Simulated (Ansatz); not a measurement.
A series in volume scale on V

Plane-wave DFT, scalar-relativistic PAW made under PBE with cores redone for the functional, no dispersion; the given relaxed cell is scaled uniformly, energy at zero smearing counts from the unscaled cell, pressure at the given Fermi-Dirac smearing is positive in compression. The results are calculated, by Ansatz 0.2.0.

The cell before it is scaled or strained (space group Pm-3m, No. 221):
```
CELL_PARAMETERS angstrom
2.42870 0.00000 0.00000
0.00000 2.42870 0.00000
0.00000 0.00000 2.42870
ATOMIC_POSITIONS crystal
V 0.00000 0.00000 0.00000
```

Settings of every row: spin polarised no; functional r2SCAN; wave cutoff 500 eV; smearing width 0.1 eV; k mesh 14x14x14.

Atom starting moment: 0 on all atoms.

Limits: the cell comes from a prototype or a list of computed structures and needn't be the stable phase.

| row | volume scale | V (Å³/atom) | pressure (GPa) | energy change per atom (meV) |
| --- | --- | --- | --- | --- |
| 1 | 0.88 | 12.607 | 23.75 | 115.26 |
| 2 | 0.92 | 13.18 | 14.64 | 49.64 |
| 3 | 0.96 | 13.753 | 7.16 | 12.97 |
| 4 | 1.04 | 14.899 | ? | ? |
| 5 | 1.08 | 15.472 | -8.55 | 29.99 |
| 6 | 1.12 | 16.045 | -12.18 | 67.25 |

Question: what pressure and energy change per atom should row 4 give?

Worked fit of pressure. Take u = (V_r/V)^(2/3) − 1 with V_r = 13.753 Å³ an atom, which is twice the finite (Eulerian) strain; such expansions in the strain, on which the Birch-Murnaghan equation of state is built, carry the rest volume and the bulk modulus. The shown rows have u = 0.05972, 0.02878, 0, -0.07551, -0.09766. Least squares give pressure = 7.158 + 247.08 × u + 506.8 × u² GPa; a straight line predicts inner rows, each left out in turn, worse (root mean square 1.3 against 0.073 GPa). The rows lie off it by 0.03, -0.05, 0.00, 0.06, -0.04 (root mean square 0.041 GPa). The pressure vanishes at u = -0.0309, or V = 14.42 Å³ an atom, and there the bulk modulus at fixed shape and fractions is B = −V dP/dV = (2/3)(1 + u) dP/du = 139 GPa. The withheld row has u = -0.05196, so the fit gives 7.158 + 247.08 × (-0.05196) + 506.8 × (-0.05196)² = -4.31 GPa.

The calculation gave -4.22 GPa. The fit lies 0.09 GPa (2.1 % of the value, 0.25 % of the column's range) below it; its largest miss of a shown row is 0.06 GPa.

Worked fit of energy change per atom. Take u = (V_r/V)^(2/3) − 1 with V_r = 13.753 Å³ an atom, which is twice the finite (Eulerian) strain; such expansions in the strain, on which the Birch-Murnaghan equation of state is built, carry the rest volume and the bulk modulus. The shown rows have u = 0.05972, 0.02878, 0, -0.07551, -0.09766. Least squares give energy change per atom = 12.846 + 855.91 × u + 14431.5 × u² meV; a straight line predicts inner rows, each left out in turn, worse (root mean square 38 against 0.57 meV). The rows lie off it by -0.17, 0.21, 0.12, -0.51, 0.35 (root mean square 0.31 meV). The withheld row has u = -0.05196, so the fit gives 12.846 + 855.91 × (-0.05196) + 14431.5 × (-0.05196)² = 7.34 meV.

The calculation gave 6.72 meV. The fit lies 0.62 meV (9.2 % of the value, 0.57 % of the column's range) above it; its largest miss of a shown row is 0.51 meV.
